**Conformer order of CH₃–N=CH–CH₂–CHF–C≡N: syn against skew**

The table holds five conformers with torsions, GFN2-xTB energies, B3LYP-D3(BJ)/def2-SVP energies in dichloromethane on GFN2-xTB geometries, free energies, Boltzmann weights and dipoles. The program tests a two-level syn/skew model, an added term for gauche fluorine and an Onsager dipole term, and it computes idealised contact distances to the imine nitrogen. The syn conformer with fluorine anti is lowest in all energy columns, by 2.18 to 2.51 kcal/mol with DFT, and neither an anti fluorine nor the dipole alone accounts for the gaps. The skew rows would have to fall together by 1.50 kcal/mol to bring its weight to 50 %, against a mean difference of 0.76 kcal/mol between the two levels. An unsampled syn rotamer with gauche fluorine and removal of the solvent remain untested routes to a reversal.

Conformers of CH₃–N=CH–CH₂–CHF–C≡N (at most five kept), with GFN2-xTB geometries (tblite 0.8.0) and B3LYP-D3(BJ)/def2-SVP single-point energies in dichloromethane (PySCF 2.14.0). Free energies add quasi-harmonic GFN2-xTB terms at 298.15 K (soft-mode cut 100 cm⁻¹) and set the Boltzmann weights. The torsions are N2–C3–C4–C5 and C3–C4–C5–F6.

## Analysis program

```python
# Table: five conformers of C/N=C/C[C@H](F)C#N; relative GFN2-xTB (tblite) and B3LYP-D3(BJ)/def2-SVP
# (PySCF, dichloromethane) energies on GFN2 geometries, free energies, weights, dipoles.
# Tested: syn/skew two-level model, added F-gauche term, Onsager dipole term; safety of the order.
T = {
    'conformer_number': [1, 2, 3, 4, 5],
    'conformer_torsions_in_degrees': ['(6,-174)', '(-115,-65)', '(-128,63)', '(126,69)', '(-125,-178)'],
    'conformer_gfn2_energy_at_gfn2_minimum': [0.0, 1.49, 1.6, 1.49, 1.55],  # kcal/mol
    'conformer_dft_energy': [0.0, 2.23, 2.18, 2.25, 2.51],  # kcal/mol
    'conformer_free_energy': [0.0, 2.25, 2.27, 2.31, 2.48],  # kcal/mol
    'conformer_weight': [92.6, 2.1, 2.0, 1.9, 1.4],  # %
    'conformer_dipole': [5.33, 4.3, 2.64, 3.6, 4.83],  # D
}
import re
import numpy as np
from scipy import constants as c
tor = np.array([[float(v) for v in re.findall(r'-?\d+\.?\d*', str(t))] for t in T['conformer_torsions_in_degrees']])
X, E, G, W, mu = (np.array(T['conformer_' + k], float) for k in
                  ('gfn2_energy_at_gfn2_minimum', 'dft_energy', 'free_energy', 'weight', 'dipole'))
R = c.R / c.calorie / 1000
def w(g, t=298.15):
    b = np.exp(-np.asarray(g) / (R * t)); return 100 * b / b.sum()
f = lambda a, n=2: ' '.join(f'{v:+.{n}f}' for v in a)
d2 = mu[0]**2 - mu**2; s = slice(1, None); p = w(G)
print('Energies in kcal/mol; table rounding +-0.005 each, stated noise some hundredths')
print('row  DFT-GFN2  G-DFT  mu1^2-mu^2 (D^2)  weight from G / table (%)')
for i in range(5):
    print(f'{i+1}  {E[i]-X[i]:+.2f}  {G[i]-E[i]:+.2f}  {d2[i]:.1f}  {p[i]:.1f} / {W[i]:.1f}')
print(f'RT {R*298.15:.3f}; mixing entropy {-1000*R*np.sum(p/100*np.log(p/100)):.2f} cal/(mol K); skew rows together {p[s].sum():.1f} %')
print(f'span rows 2-4: GFN2 {np.ptp(X[1:4]):.2f}, DFT {np.ptp(E[1:4]):.2f}, G {np.ptp(G[1:4]):.2f}; mean DFT-GFN2 rows 2-5 {np.mean((E-X)[s]):.2f}')
gau = (abs(tor[:, 1]) < 120).astype(float)
for n, y in (('DFT', E), ('GFN2', X)):
    r = y[s] - y[s].mean()
    print(f'{n} A two levels: gap {y[s].mean():.2f}, residuals rows 2-5 {f(r)}, worst row {2+np.argmax(abs(r))}')
    A = np.c_[np.ones(4), gau[s]]; a = np.linalg.lstsq(A, y[s], rcond=None)[0]
    print(f'{n} B skew {a[0]:.2f}, F gauche {a[1]:+.2f} (= additive value for syn/F gauche), residuals {f(y[s]-A@a)}')
k0 = d2[s] @ E[s] / (d2[s] @ d2[s])
print(f'C dipole only, DFT gap = k*dmu2: k {k0:.3f} per D^2, residuals {f(E[s]-k0*d2[s])}')
sl = [np.polyfit(d2[s], y[s], 1)[0] for y in (E, E - X, X)]
print(f'slope on dmu2 in rows 2-5 (per D^2): DFT, DFT-GFN2, GFN2 {f(sl,3)}; a reaction field alone gives a positive one')
eps = 8.9  # dichloromethane, rough recalled value; cavity radii below are rough guesses
u = (eps-1)/(2*eps+1) * (1e-21/c.c)**2 / (4*np.pi*c.epsilon_0*1e-30) * c.N_A / c.calorie / 1000
for a0 in (3.5, 4.5):
    print(f'Onsager, radius {a0} A (crude): solvent advantage of row 1 over rows 2-5 {f(u/a0**3*d2[s],1)}')
print('radius (A) below which that term exceeds the DFT gap, rows 2-5:', ' '.join(f'{v:.1f}' for v in (u*d2[s]/E[s])**(1/3)))
half = -R * 298.15 * np.log(p[s].sum() / p[0])
print(f'shift of all skew rows needed: row 1 at 50 % {half:.2f}; order flipped {G[s].min():.2f} (G), {E[s].min():.2f} (DFT)')
for d in (0.05, 0.5, 1.0):
    print(f'row 1 weight with skew rows lowered by {d}: {w(np.r_[0, G[s]-d])[0]:.1f} %')
print(f'row 1 weight, G fixed: 250 K {w(G,250)[0]:.1f} %, 350 K {w(G,350)[0]:.1f} %; GFN2 energies 298 K {w(X)[0]:.1f} %')
drop = np.array([1.897, 2.021])  # GFN2 energies of two dropped minima, further output of the same run
print(f'row 1 weight with two dropped minima: at GFN2 gaps {w(np.r_[G,drop])[0]:.1f} %, '
      f'raised by mean G-GFN2 ({np.mean((G-X)[s]):.2f}) {w(np.r_[G,drop+np.mean((G-X)[s])])[0]:.1f} %')
print(f'one missing conformer at +1.0 or at 0.0: row 1 weight {w(np.r_[G,1.0])[0]:.1f} % or {w(np.r_[G,0.0])[0]:.1f} %')
def put(a, b, o, r, th, ph):
    th, ph = np.radians([th, ph]); v = (o-b)/np.linalg.norm(o-b)
    n = np.cross(b-a, v); n /= np.linalg.norm(n)
    return o + r*(-np.cos(th)*v + np.sin(th)*(np.cos(ph)*np.cross(n, v) + np.sin(ph)*n))
# idealised geometry, rough recalled: C=N 1.3, C-C 1.5, C-F 1.4, C-H 1.1 A; angles 120 and 110 deg
N = 1.3*np.array([np.cos(2*np.pi/3), np.sin(2*np.pi/3), 0]); C3 = np.zeros(3); C4 = np.array([1.5, 0, 0])
print('idealised distance (A) from imine N to C5, F, nitrile C, H on C5; nitrile torsion = F torsion - 120')
cases = [(f'row {i+1}', *tor[i]) for i in range(5)] + [('unlisted syn, F +60', 0, 60), ('unlisted syn, F -60', 0, -60)]
for n, t1, t2 in cases:
    C5 = put(N, C3, C4, 1.5, 110, t1)
    q = [C5] + [put(C3, C4, C5, r, 110, t2+o) for r, o in ((1.4, 0), (1.5, -120), (1.1, 120))]
    print(f'{n}:', ' '.join(f'{np.linalg.norm(v-N):.1f}' for v in q), f' nitrile torsion {(t2-120+180)%360-180:+.0f}')
assert min(X[s].min(), E[s].min(), G[s].min()) > 1.0
assert np.argmax(E) == 4 and gau[0] == gau[4] == 0
assert np.argmax(mu) == 0 and sl[0] < 0 and sl[1] < 0
assert abs(G - E).max() < 0.1 and abs(p - W).max() < 0.15
```

Printed output:

```
Energies in kcal/mol; table rounding +-0.005 each, stated noise some hundredths
row  DFT-GFN2  G-DFT  mu1^2-mu^2 (D^2)  weight from G / table (%)
1  +0.00  +0.00  0.0  92.6 / 92.6
2  +0.74  +0.02  9.9  2.1 / 2.1
3  +0.58  +0.09  21.4  2.0 / 2.0
4  +0.76  +0.06  15.4  1.9 / 1.9
5  +0.96  -0.03  5.1  1.4 / 1.4
RT 0.592; mixing entropy 0.72 cal/(mol K); skew rows together 7.4 %
span rows 2-4: GFN2 0.11, DFT 0.07, G 0.06; mean DFT-GFN2 rows 2-5 0.76
DFT A two levels: gap 2.29, residuals rows 2-5 -0.06 -0.11 -0.04 +0.22, worst row 5
DFT B skew 2.51, F gauche -0.29 (= additive value for syn/F gauche), residuals +0.01 -0.04 +0.03 -0.00
GFN2 A two levels: gap 1.53, residuals rows 2-5 -0.04 +0.07 -0.04 +0.02, worst row 3
GFN2 B skew 1.55, F gauche -0.02 (= additive value for syn/F gauche), residuals -0.04 +0.07 -0.04 -0.00
C dipole only, DFT gap = k*dmu2: k 0.141 per D^2, residuals +0.83 -0.85 +0.06 +1.79
slope on dmu2 in rows 2-5 (per D^2): DFT, DFT-GFN2, GFN2 -0.017 -0.020 +0.003; a reaction field alone gives a positive one
Onsager, radius 3.5 A (crude): solvent advantage of row 1 over rows 2-5 +1.4 +3.0 +2.2 +0.7
Onsager, radius 4.5 A (crude): solvent advantage of row 1 over rows 2-5 +0.7 +1.4 +1.0 +0.3
radius (A) below which that term exceeds the DFT gap, rows 2-5: 3.0 3.9 3.5 2.3
shift of all skew rows needed: row 1 at 50 % 1.50; order flipped 2.25 (G), 2.18 (DFT)
row 1 weight with skew rows lowered by 0.05: 92.0 %
row 1 weight with skew rows lowered by 0.5: 84.4 %
row 1 weight with skew rows lowered by 1.0: 69.9 %
row 1 weight, G fixed: 250 K 96.4 %, 350 K 87.6 %; GFN2 energies 298 K 76.8 %
row 1 weight with two dropped minima: at GFN2 gaps 86.7 %, raised by mean G-GFN2 (0.79) 91.0 %
one missing conformer at +1.0 or at 0.0: row 1 weight 79.1 % or 48.1 %
idealised distance (A) from imine N to C5, F, nitrile C, H on C5; nitrile torsion = F torsion - 120
row 1: 2.7 4.1 2.9 2.5  nitrile torsion +66
row 2: 3.4 4.1 4.7 3.3  nitrile torsion +175
row 3: 3.5 3.6 4.1 4.4  nitrile torsion -57
row 4: 3.5 4.2 3.5 4.4  nitrile torsion -51
row 5: 3.5 4.7 3.6 3.9  nitrile torsion +62
unlisted syn, F +60: 2.7 2.7 2.7 3.8  nitrile torsion -60
unlisted syn, F -60: 2.7 2.7 4.2 2.6  nitrile torsion -180
```
